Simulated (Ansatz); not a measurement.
**Redistribution: InH2(NH2) + In(CH3)2(OH) → InH2(OH) + In(CH3)2(NH2)**

Gas-phase species: InH2(NH2), singlet; In(CH3)2(OH), singlet; InH2(OH), singlet; In(CH3)2(NH2), singlet. The partners trade NH2 for OH; both sit on In, so the bond types are kept.

Shapes, held fixed at every level: PBE0-D4/def2-TZVP. Programs: Ansatz 0.2.0. Electronic energies: no zero-point or thermal term.

(1) Estimate ΔE of this reaction.

Answers

(1) The highest level, CCSD(T)/def2-TZVPP, gives ΔE = +6.8 kJ/mol; the levels span +6.8 to +9.2. The column of differences is taken from that level and isn't an error. No measured value is set beside it here. For atoms past krypton def2 sets carry core potentials with scalar relativity. Outer-core shells of In are correlated, in sets that cover them unevenly. Times are processor times on shared x86 and Arm servers, and rough.

```csv
level,kind,ΔE (kJ/mol),less CCSD(T)/def2-TZVPP,CPU time (sum over the molecules)
SPW92/def2-TZVPP,LDA,+9.2,+2.4,11 s
r2SCAN-D4/def2-TZVPP,meta-GGA,+8.0,+1.2,38 s
r2SCAN0-D4/def2-TZVPP,global hybrid,+7.5,+0.7,35 s
wB97M-V/def2-TZVPP,range-separated hybrid,+6.9,+0.1,84 s
B2PLYP/def2-TZVPP,double hybrid,+7.7,+0.9,44 s
MP2/def2-TZVPP,perturbation theory,+7.2,+0.4,–
CCSD(T)/def2-TZVPP,coupled cluster or CI,+6.8,0.0,–
```

The exchange is mildly uphill at every level, so the reactant pairing, amide on the dihydride and hydroxide on the dimethyl centre, is favoured electronically. The preference is small because the In–N and In–O bonds are both kept and only their response to the other substituents changes. That also lets most errors in describing the bonds cancel, which is why even LDA, the farthest from the coupled-cluster value, gets the sign right.

The direction probably reflects both bond polarity and π donation. Carbon is more electronegative than hydrogen, so methyl groups can leave indium more positive and favour the more polar bond to oxygen. Methyl hyperconjugation also partly fills the empty indium p orbital, whereas the dihydride leaves it more available to the nitrogen lone pair, a better donor than that of oxygen. The reaction energy alone can't separate these contributions. Nor does the preference necessarily carry over to the condensed phase, where such compounds commonly associate through amide or hydroxide bridges.
